A thin film grown on a crystal with a slightly larger lattice is stretched in its plane and free to thin along its normal. Suppose the stretch is 1 % and the film lies on its (111) plane. How hard does the film pull back, how much energy does it store, and how far does its band gap move? The table answers for seven compounds of gallium and indium and leaves AlN and ZnS open.

Zincblende compounds stretched by 1 % in the (111) plane, with the atoms relaxed again and the normal strain relaxed to zero normal stress; changes are relative to the unstrained cell relaxed with r2SCAN. Computed with Ansatz 0.2.0, plane-wave PAW, r2SCAN, 500 eV cutoff, no spin polarisation. Pressure is positive in compression.

```tsv
formula	element on site A	Z A	element on site B	Z B	volume per atom (Å³)	shortest distance (Å)	k mesh	band gap change (eV)	least direct gap change (eV)	unstrained band gap (eV)	energy rise per atom (meV)	unstrained gap kind	free normal strain (%)	pressure change (GPa)
AlN	Al	13	N	7	10.43	1.892	10×10×10	?	?	?	?	?	?	?
ZnS	Zn	30	S	16	19.55	2.333	8×8×8	?	?	?	?	?	?	?
GaN	Ga	31	N	7	11.38	1.948	10×10×10	-0.169	-0.169	2.168	3.2	direct	-0.42	-2.97
GaP	Ga	31	P	15	20.24	2.360	8×8×8	-0.067	-0.219	1.844	2.5	indirect	-0.41	-1.34
GaAs	Ga	31	As	33	22.74	2.454	8×8×8	-0.196	-0.196	0.962	2.4	direct	-0.43	-1.09
GaSb	Ga	31	Sb	51	28.82	2.655	8×8×8	-0.172	-0.171	0.414	2.2	direct	-0.50	-0.76
InP	In	49	P	15	25.77	2.558	8×8×8	-0.151	-0.151	1.026	2.4	direct	-0.56	-0.95
InAs	In	49	As	33	28.50	2.645	8×8×8	-0.057	0.018	0.081	2.1	direct	-0.61	-0.73
InSb	In	49	Sb	51	35.27	2.840	6×6×6	0.010	0.106	0.014	1.7	direct	-0.67	-0.53
```

The pressure change is negative because a stretched film is under tension. It is 5.6 times as large in GaN as in InSb, and bond length is the main reason. The energy that holds a bond together is roughly a squared charge divided by a length, and stiffness is energy per volume, so it should fall as the fourth power of the bond length. A power law fitted by least squares to the pressure changes of the seven known rows gives an exponent of 4.4. GaN, with by far the shortest bonds, largely sets that figure. The pressure also falls somewhat faster than the stiffness itself, because the indium films swell less.

The energy rise varies much less, by a factor of 1.9 between the same two compounds. Volume explains why: it grows as the cube of the bond length and so cancels most of the fall in stress. The free surface makes the link exact within linear elasticity. With no stress along the normal, the pressure is the mean of two equal in-plane stresses and a zero, so each in-plane stress is 1.5 times the size of the pressure change. Each of the two directions stores half of stress times strain, which gives

energy per atom = 1.5 × |pressure change| × volume per atom × strain.

A soft crystal such as InSb stores little energy per volume, but each of its atoms fills more volume. The relation has no adjustable constant and meets the known energies to within about 7 %, so energy and pressure are one piece of evidence, not two.

For a film grower the energy per volume matters more than the energy per atom, since it helps to drive cracking. At 1 % stretch the in-plane stress in GaN is 1.5 × 2.97, or about 4.5 GPa. Nitride films under tension therefore carry a far heavier load than antimonide films at equal strain. These values belong to the cubic form, whereas GaN and AlN usually crystallise as wurtzite.

How much a film thins depends on its resistance to a change of shape. A crystal that is stiff in shear would rather swell than thin. If r is the shear stiffness divided by the bulk stiffness, linear elasticity gives a thinning of 2(3 − 2r)/(3 + 4r) for each per cent of stretch. All three indium films thin more than any of the four gallium films, so their r is lower.

The gap responds to both parts of the deformation. As the cell swells, the conduction edge at the zone centre Γ, which is built from antibonding s orbitals, falls relative to the valence top. The change of shape splits the valence top, and its upper branch moves towards the conduction edge. Theory says that both effects narrow a direct gap; the table gives only their sum, between 0.15 and 0.22 eV in GaN, GaP, GaAs, GaSb and InP. A light emitter under this tension would shift to the red.

InAs and InSb seem to break the rule, because their direct gaps grow. Their unstrained gaps are so small, however, that a normal shift would push the conduction edge below the valence top. The strained bands point to just that: the highest valence state has left Γ and lies 75 meV (InAs) and 96 meV (InSb) above the valence level there. A filled s-like band, which curves upwards from Γ, should do this. The orbital characters that would settle the matter are not available.

If the order has reversed, the strained gap counts as negative. For InAs it is 0.081 + 0.018 = 0.099 eV, and the signed shift is −0.099 − 0.081 = −0.18 eV, in line with the other compounds. InSb gives −0.13 eV in the same way. In strained InAs the highest filled level at Γ is a single one above a pair, as it should be if the gap is measured to the s-like level. In InSb the pair may lie higher, and the shift would then be larger in size. The s-like level and the upper valence branch can also mix in a (111) film, so both figures are estimates. The inversion belongs to this calculation, because r2SCAN makes the gaps too small. Spin-orbit coupling, which is omitted, would raise the valence top and narrow the computed gaps further. The real crystals have wider gaps, so the inversion should not be carried over to them.

With these signs the direct gap shifts of all seven compounds average −0.17 eV, with a scatter of about 0.03 eV. That average is the simplest forecast for a new member.

AlN has a slightly shorter bond than GaN, and the fitted power law gives a pressure change of −3.4 GPa. I allow −3.7 to −3.1 GPa, because AlN lies just outside the fitted bond lengths. The energy rise follows as 1.5 × 3.4 GPa × 10.43 Å³ × 0.01 = 0.532 GPa Å³. Since 1 eV/Å³ is 160.2 GPa, this is 3.3 meV, with a range of 3.0 to 3.6 meV. The film should thin no more than GaN, since thinning falls from indium to gallium with the same partner, and aluminium is the next step up the group.

For the direct gap of AlN I forecast −0.20 eV, between −0.25 and −0.15 eV, a larger shift than the average. Gallium and indium have a filled d shell that pushes the valence top upwards. Swelling weakens this push, so the valence top sinks along with the conduction edge and part of the narrowing is lost. Aluminium has no such shell.

The smallest gap of AlN should be indirect, with its conduction minimum at X on the zone boundary. That state feels swelling much less than the one at Γ, while the split valence top should still narrow the gap, so I forecast only −0.08 eV, between −0.14 and −0.02 eV. GaP offers only rough support. Its smallest gap narrows by 0.07 eV, against 0.22 eV for its direct gap, but the lowest conduction state found moves under strain from near X to L on the film normal. The first figure is therefore not the shift of a single valley. It is also uncertain by about 0.05 eV, because the minimum near X was located less finely in the strained cell, where it may still be the lowest.

ZnS has nearly the bond length of GaP, and the power law gives −1.36 GPa. I lower this by about a quarter, to −1.05 GPa with a range of −1.25 to −0.85 GPa, because a more ionic II-VI bond is softer, above all in shear. The energy rise should then be 1.9 meV, between 1.6 and 2.3 meV, and the film should thin more than GaP. Its gap should be direct and change by −0.14 eV, between −0.19 and −0.09 eV: ZnS should swell less, and the d shell of zinc lies closer to the valence top.

The withheld rows as computed:

```tsv
formula	element on site A	Z A	element on site B	Z B	volume per atom (Å³)	shortest distance (Å)	k mesh	band gap change (eV)	least direct gap change (eV)	unstrained band gap (eV)	energy rise per atom (meV)	unstrained gap kind	free normal strain (%)	pressure change (GPa)
AlN	Al	13	N	7	10.43	1.892	10×10×10	-0.089	-0.231	3.941	3.3	indirect	-0.33	-3.38
ZnS	Zn	30	S	16	19.55	2.333	8×8×8	-0.124	-0.124	2.705	1.9	direct	-0.55	-1.10
```

All the computed values fall within their ranges, and both films thin as forecast. For AlN the pressure change misses by 0.02 GPa and the energy rise agrees to the printed digit. Two things add up in that hit. The pressure change divided by the growth in volume gives the bulk stiffness, which rises from 188 GPa in GaN to 202 GPa in AlN, and AlN also swells slightly more. The power law forecasts the product, not each part.

For ZnS bond length was not enough. The uncorrected power law overstates the tension by 0.26 GPa, about 23 % of the computed value, while the corrected forecast misses by 0.05 GPa and the energy rise again agrees as printed. The bulk stiffness of ZnS is 76 GPa, against 84 GPa for GaP. The ratio r drops further, from 0.85 to 0.70, so the softening is indeed greatest in shear. That fits the ionic picture without proving it, since InP reaches a similar r as a III-V compound.

The gaps are the harder test. The plain average would have missed AlN by 0.06 eV and ZnS by 0.05 eV, in opposite directions and by about twice its own scatter. Both corrections had the right sign but were too small: the direct gap of AlN narrows by 0.23 eV, 0.03 eV more than forecast, and that of ZnS by 0.12 eV, 0.02 eV less than forecast. The smallest gap of AlN misses by only 0.01 eV. Its conduction minimum stays at X under strain, and a small shift is what that valley should show.

Swelling alone does not explain the contrast between the two newcomers. AlN grows in volume by 1.67 % and ZnS by 1.45 %, a modest difference, yet the direct gap of AlN moves nearly twice as far. Something must make each per cent of swelling or shear count for more in AlN. The missing d shell is a reasonable candidate, but GaP, which has one, shifts almost as much, so the table leaves that cause unproved.

The same reasoning shows what would change in a film on the (001) plane. The energy relation would stand, since it needs only equal in-plane stresses and a free normal. Thinning would depend on a different shear stiffness, and the splitting of the valence top also on a different response of the bands to shear. The X valleys, which are equivalent in a (111) film, would split, so an indirect compound such as AlN would respond to the choice of plane as well as to the amount of stretch.
